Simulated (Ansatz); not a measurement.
## PH (SMILES [PH]): methods side by side

The species is PH (2 atoms), meant as a triplet with charge 0. SMILES: `[PH]`. The shape is that of a PBE0-D4/def2-TZVP optimisation.

```xyz
2

P     0.0000    0.0000   -0.0146
H     0.0000    0.0000    1.4137
```

Quantity: the energy change with the P1–H2 bond stretched from 1.428 to 3.571 Å, in eV. The values are calculated.

```
             level                    kind  program  value (eV)  CPU time (all runs)
       UHF/cc-pVDZ            Hartree–Fock   Ansatz        2.11               0.39 s
  U-revPBE/cc-pVDZ                     GGA   Ansatz        3.08                1.6 s
     UBLYP/cc-pVDZ                     GGA   Ansatz        3.17                  3 s
    UBHLYP/cc-pVDZ           global hybrid   Ansatz        3.12                1.6 s
 U-wB97M-V/cc-pVDZ  range-separated hybrid   Ansatz        3.19                 16 s
UCAM-B3LYP/cc-pVDZ  range-separated hybrid   Ansatz        3.17                2.1 s
   UB2PLYP/cc-pVDZ           double hybrid   Ansatz        3.03                2.5 s
   RPA@PBE/cc-pVDZ                     RPA   Ansatz        2.93                  4 s
 UCCSDT(Q)/cc-pVDZ   coupled cluster or CI   Ansatz        2.77                3.2 s
         FCI/3-21G      exact in the basis   Ansatz        2.20               0.82 s
```

The first shape isn't each level's own minimum. The values span 2.11 to 3.19 eV. Spin contamination of the reference (⟨S²⟩ at least 0.1 too high) touches UHF/cc-pVDZ, U-revPBE/cc-pVDZ, UBLYP/cc-pVDZ, UBHLYP/cc-pVDZ, U-wB97M-V/cc-pVDZ, UCAM-B3LYP/cc-pVDZ, UB2PLYP/cc-pVDZ, RPA@PBE/cc-pVDZ, UCCSDT(Q)/cc-pVDZ. High-level rows in very small sets aren't better than simpler rows in larger ones. CPU times are rough (shared hosts, several kinds of processor): they show what a rung costs within a factor of a few.

Stretching the bond costs least in UHF, at 2.11 eV, while every correlated treatment in the same basis gives a larger value. This fits the loss of a σ pair: its two electrons are strongly correlated near equilibrium but largely separated between P and H at the stretched distance, so neglecting correlation destabilises the bonded end more. The outer fragments resemble quartet phosphorus and doublet hydrogen coupled to a triplet, a state that a single determinant cannot represent properly.

The density functionals cluster above the coupled-cluster value of 2.77 eV, with no consistent ordering by exact exchange. Part of that offset probably reflects the slower basis-set convergence of explicit wavefunction correlation, so it is not a clean measure of functional error. The low FCI result, 2.20 eV, is plausibly due to the lack of polarisation functions, which limits both bond polarisation and angular correlation. Two points on the curve do not establish its shape or whether the interaction has fully vanished at the longer distance.
